Tungsten silicides serve as gates and contacts, where the states at the metal's surface meet another material. Here a slab cut from the ordinary tetragonal phase of Si2W is followed through its surface zone. Two points at the start of the path, X and its neighbour, are left open. What do the other points say about them?

Kohn–Sham levels of a relaxed 12-plane Si2W(101) slab, computed with Ansatz 0.2.0 using scalar-relativistic PBE without spin polarisation, PAW, a 420 eV plane-wave cutoff, an 11×8×1 k mesh, 0.1 eV Gaussian smearing and a dipole correction. Outer orbital weights are Löwdin weights on the two outer planes of both faces together, not renormalised.

| point label | point a (reciprocal cell vectors) | point b (reciprocal cell vectors) | level b1 from the Fermi level (eV) | outer orbital weight b1 | level b2 from the Fermi level (eV) | outer orbital weight b2 | level a1 from the Fermi level (eV) | outer orbital weight a1 |
| --- | --- | --- | --- | --- | --- | --- | --- | --- |
| X | 0.5000 | 0.0000 | ? | ? | ? | ? | ? | ? |
| between | 0.4167 | 0.0000 | ? | ? | ? | ? | ? | ? |
| between | 0.3333 | 0.0000 | -0.220 | 0.560 | -0.300 | 0.780 | 1.090 | 0.560 |
| between | 0.2500 | 0.0000 | -0.330 | 0.650 | -0.580 | 0.570 | 0.240 | 0.540 |
| between | 0.1667 | 0.0000 | -0.040 | 0.470 | -0.460 | 0.490 | 0.520 | 0.560 |
| between | 0.0833 | 0.0000 | -0.100 | 0.460 | -0.470 | 0.400 | 0.150 | 0.530 |
| G | 0.0000 | 0.0000 | -0.010 | 0.700 | -0.120 | 0.310 | 0.140 | 0.430 |
| between | 0.0000 | 0.0833 | -0.100 | 0.310 | -0.160 | 0.620 | 0.010 | 0.710 |
| between | 0.0000 | 0.1667 | -0.070 | 0.320 | -0.080 | 0.570 | 0.050 | 0.730 |
| between | 0.0000 | 0.2500 | -0.010 | 0.350 | -0.220 | 0.460 | 0.050 | 0.780 |
| between | 0.0000 | 0.3333 | -0.100 | 0.740 | -0.240 | 0.270 | 0.060 | 0.260 |
| between | 0.0000 | 0.4167 | -0.080 | 0.410 | -0.140 | 0.150 | 0.100 | 0.070 |
| Y | 0.0000 | 0.5000 | -0.050 | 0.030 | -0.200 | 0.060 | 0.020 | 0.330 |
| between | 0.0833 | 0.5000 | -0.100 | 0.140 | -0.320 | 0.260 | 0.010 | 0.320 |
| between | 0.1667 | 0.5000 | -0.160 | 0.340 | -0.320 | 0.470 | 0.060 | 0.560 |
| between | 0.2500 | 0.5000 | -0.290 | 0.440 | -0.590 | 0.640 | 0.010 | 0.480 |
| between | 0.3333 | 0.5000 | -0.410 | 0.540 | -0.550 | 0.690 | 0.070 | 0.350 |
| between | 0.4167 | 0.5000 | -0.430 | 0.750 | -0.500 | 0.640 | 0.090 | 0.310 |
| S | 0.5000 | 0.5000 | -0.450 | 0.790 | -0.540 | 0.650 | 0.090 | 0.310 |
| between | 0.4167 | 0.4167 | -0.360 | 0.740 | -0.530 | 0.570 | 0.160 | 0.330 |
| between | 0.3333 | 0.3333 | -0.320 | 0.310 | -0.500 | 0.850 | 0.220 | 0.600 |
| between | 0.2500 | 0.2500 | -0.290 | 0.440 | -0.590 | 0.640 | 0.010 | 0.480 |
| between | 0.1667 | 0.1667 | -0.040 | 0.470 | -0.360 | 0.430 | 0.070 | 0.470 |
| between | 0.0833 | 0.0833 | -0.050 | 0.460 | -0.430 | 0.420 | 0.210 | 0.580 |

The two coordinates $(a,b)$ of a point are Bloch phases. They say by what fraction of a full turn a wave advances along each of the two lattice steps of the surface. The levels b1 and b2 are the first and second below the Fermi level, and a1 is the first above it. The outer orbital weight tells how much of a level sits on the two outer planes at both faces together, so it can't say which face holds it, though the two differ: one ends in tungsten, the other in silicon. An evenly spread level would have about one third, since these are 4 planes out of 12. The weights aren't renormalised, so a level that spills into the vacuum reads low.

**From (0.3333,0) to G.** The stretch begins with an oddity: a1 lies at 1.09 eV, while one step further on it is at 0.24 eV. The columns rank levels by energy and don't follow one wave from point to point. A jump in a column can therefore mean that a different level has taken over the rank.

**From G to Y.** Here the levels crowd around the Fermi level, and the weights suggest such an exchange of ranks. A surface-heavy level, with weight 0.70, is b1 at G; at the next point the level with weight 0.71 is a1. The two lie only 0.01 eV below and above the Fermi level, so the side is not secure with this smearing. The surface-heavy level seems to have changed column with hardly any change in its outer weight.

**From Y to S.** Now b1 sinks at every step, from −0.05 to −0.45 eV, and its outer weight climbs from 0.03 to 0.79. If the column follows one level here, a possible reason is that fewer bulk levels share its energy and phase near S, so the surface orbitals mix less with the interior. Testing this would take the bulk bands projected on this face, which would also separate true surface states from resonances.

**From S back to G.** Halfway along this stretch stands the most useful clue. The point (0.25,0.25) agrees with (0.25,0.5) in all six results, and no other known point comes within 0.05 eV of them in all three levels. Six matches to two decimals are hardly an accident; they point to a symmetry of the surface net.

The symmetry that fits is a mirror on a centred net. In such a net each row of cells is shifted by half a step against the next, so a cell has a left and a right neighbour in the next row, and the mirror swaps them. Without magnetism, the levels at a point $(a,b)$ and at its reverse $(-a,-b)$ also have the same energies. Together these two facts make the following points equivalent:

$$(a,b)\;\rightarrow\;(a,\,-a-b)$$

Whole turns of phase change nothing. The point (0.25,0.5) goes to (0.25,−0.75), and adding one turn gives (0.25,0.25), as the table shows.

Applied to X, the rule gives (0.5,−0.5), which is S. The picture behind it is simple. At both points the wave changes sign from cell to cell along a row, so it can match only one of the two neighbours in the next row. At X it matches one of them and at S the other, and the mirror turns one pattern into the other. On a plain rectangular net there is no such left and right, and X and S would be different points.

The forecast for X therefore copies S, with a margin for rounding and for a k mesh that this mirror doesn't map onto itself:

- b1 −0.45, b2 −0.54 and a1 0.09 eV, each within 0.02 eV
- outer weights 0.79, 0.65 and 0.31 in the same order, each within 0.03

The neighbour (0.4167,0) has no partner among the known points, so only smoothness can help. The mirror carries (0.4167,0.5) to (0.4167,0.0833), which is one step away, and X is one step away on another side. The estimate is the mean of these two. For b1 it is half the sum of −0.45 and −0.43, that is −0.44 eV. The ranges follow mainly from how much each column usually changes in one step:

- b1 −0.44 eV (−0.55 to −0.33)
- b2 −0.52 eV (−0.66 to −0.38)
- a1 0.09 eV (0.00 to 0.35)
- outer weight of b1 0.77 (0.60 to 0.90)

The upper end for a1 allows for a smooth rise from X towards the odd value at (0.3333,0). One event would break this forecast. If the first empty level sinks through the Fermi level on the way, it becomes b1 and lies near zero, and a1 jumps to the next empty level.

The withheld rows as computed:

| point label | point a (reciprocal cell vectors) | point b (reciprocal cell vectors) | level b1 from the Fermi level (eV) | outer orbital weight b1 | level b2 from the Fermi level (eV) | outer orbital weight b2 | level a1 from the Fermi level (eV) | outer orbital weight a1 |
| --- | --- | --- | --- | --- | --- | --- | --- | --- |
| X | 0.5000 | 0.0000 | -0.450 | 0.790 | -0.540 | 0.650 | 0.090 | 0.310 |
| between | 0.4167 | 0.0000 | -0.100 | 0.360 | -0.350 | 0.740 | 1.190 | 0.650 |

**X is a hit.** All six results equal those of S to the two decimals of the table. Nothing was adjusted to reach this; the forecast rests on one coincidence elsewhere in the zone and on the mirror that explains it. The match alone would follow from any symmetry that makes X and S equivalent, but the slab's cell confirms the centred net. Its edges are 3.229 and 4.548 Å long and meet at 110.8°, so the longer step leans back by half of the shorter one. The tetragonal crystal also has a mirror plane at right angles to the shorter step, and this cut keeps it.

**The neighbour is a miss on all four counts.** The level b1 lies at −0.10 eV, far above its range, and b2 at −0.35 eV is just outside. The first empty level is at about 1.2 eV, more than 1 eV above the estimate. The outer weight of b1 is only 0.36, about the total of an evenly spread level. But the run also gives the weights face by face, and they are lopsided: 0.34 sits on the tungsten face and 0.02 on the silicon face.

This is the pattern of the event named above. The level that is a1 at X, at 0.09 eV, appears to sink to −0.10 eV at the neighbour, while its outer weight changes little, from 0.31 to 0.36. If b1 had kept its identity over this step instead, its weight would have had to fall from 0.79 to 0.36.

The sunken level is not the b1 of the next point, though. At (0.3333,0) b1 lies at −0.22 eV with a weight of 0.06 on the tungsten face and 0.50 on the silicon face. A different level has taken over the rank there.

The old b1 of X is pushed down one rank at the neighbour, where it would be b2, after a gentle climb from −0.45 to −0.35 eV. Its further course is less clear. By energy and weight it could be b2 at (0.3333,0) too, at −0.30 eV; the sunken tungsten-face level would then lie lower still, outside the columns of the table. The column a1 meanwhile reports the next empty level, which lies more than 1 eV up at both points. The value of 1.09 eV that looked odd at first is thus part of a short stretch in which one more level is filled.

The known points held a hint of where this stretch ends. Between (0.3333,0) and (0.25,0) a level seems to cross the Fermi level upwards: one with weight 0.56 leaves the b1 column, and one with weight 0.54 appears as a1 at 0.24 eV. The weights alone don't decide this, since the empty level at 1.09 eV also has weight 0.56. But the crossing asks for a rise of 0.46 eV in one step, while a fall from 1.09 eV would take 0.85 eV. Even the smaller change is about twice the usual step of a1, so the fit is not a smooth one.

One more level would then be filled only in a pocket between X and (0.25,0), but this pocket isn't the dip of a single level. The level that sinks after X belongs to the tungsten face, and the one that empties towards (0.25,0) belongs to the silicon face. This tracking rests on energies and weights at widely spaced points; a finer path would settle it.

The smoothness argument thus failed because it was applied to ranks. Applied to the levels as now identified, the same neighbour estimate would have missed the sinking level by 0.19 eV and the displaced one by 0.09 eV. That is hindsight, but it shows where the large error came from. A level can move by a modest amount and still upset every column once it crosses the Fermi level.

The two forecasts also differ in how far they can be trusted beyond this slab model. The equivalence of X and S rests on the net and would outlast changes in the details of the calculation, as long as the surface keeps its mirror. A reconstruction could remove it. The pocket is more delicate. Its two edges belong to opposite faces of the slab, so neither surface alone need show the whole of it. The level at the edge towards X also lies only about 0.1 eV from the Fermi level at X and at the neighbour, no more than about the smearing width. Spin-orbit coupling, which is strong in tungsten and left out here, could shift this edge, and so could a thicker slab. The runs also warn that the exchange-correlation potential is rough where the density is thin, and the effect of this on the levels isn't known.

For another point of such a zone map, the order of work follows from this. If the net has such a mirror, first apply it and add whole turns; if the image is a known point, its levels can be copied. If it isn't, compare the neighbours on both sides. When a1 is low on one side and very high on the other, a level may have crossed in between, and an average of the columns can't be trusted. Before levels are joined from point to point, their weights should be read face by face. For a contact surface, the same mirror keeps equivalent points from being counted as separate evidence for states at the Fermi level. The printed output below lists the estimates and their misses. One rival estimate there lets a1 sink to b1 at (0.3333,0), a link that the weights by face speak against.

Numerical output:

```
summed level differences of the matching pair, eV: 0
summed weight differences of the matching pair: 0
known rows within 0.05 eV of that pair in all three levels, pair included: 2
a1 at (0.25,0) less a1 at (0.25,0.25), eV: 0.23
b1 at Y less b1 at S, eV: 0.4
b1 weight at S over an even share of 4 planes in 12: 2.37
typical change of b1 per path step, rms, eV: 0.1072
typical change of b2 per path step, rms, eV: 0.1409
typical change of a1 per path step, rms, eV: 0.2235
rival for (0.4167,0), b1 by parabola rank by rank, eV: -0.3925
rival for (0.4167,0), a1 by parabola rank by rank, eV: 0.34
rival for (0.4167,0), a1 if that level sinks to b1 at (0.3333,0), eV: 0.0125
forecast b1 at X and (0.4167,0), eV: -0.45, -0.44
computed b1 at X and (0.4167,0), eV: -0.45, -0.1
forecast less computed b1 at X and (0.4167,0), eV: 0, -0.34
forecast b2 at X and (0.4167,0), eV: -0.54, -0.52
forecast less computed b2 at X and (0.4167,0), eV: 0, -0.17
forecast a1 at X and (0.4167,0), eV: 0.09, 0.09
forecast less computed a1 at X and (0.4167,0), eV: 0, -1.1
forecast b1 weight at X and (0.4167,0): 0.79, 0.77
forecast less computed b1 weight at X and (0.4167,0): 0, 0.41
forecast less computed b2 weight at X: 0
forecast less computed a1 weight at X: 0
```
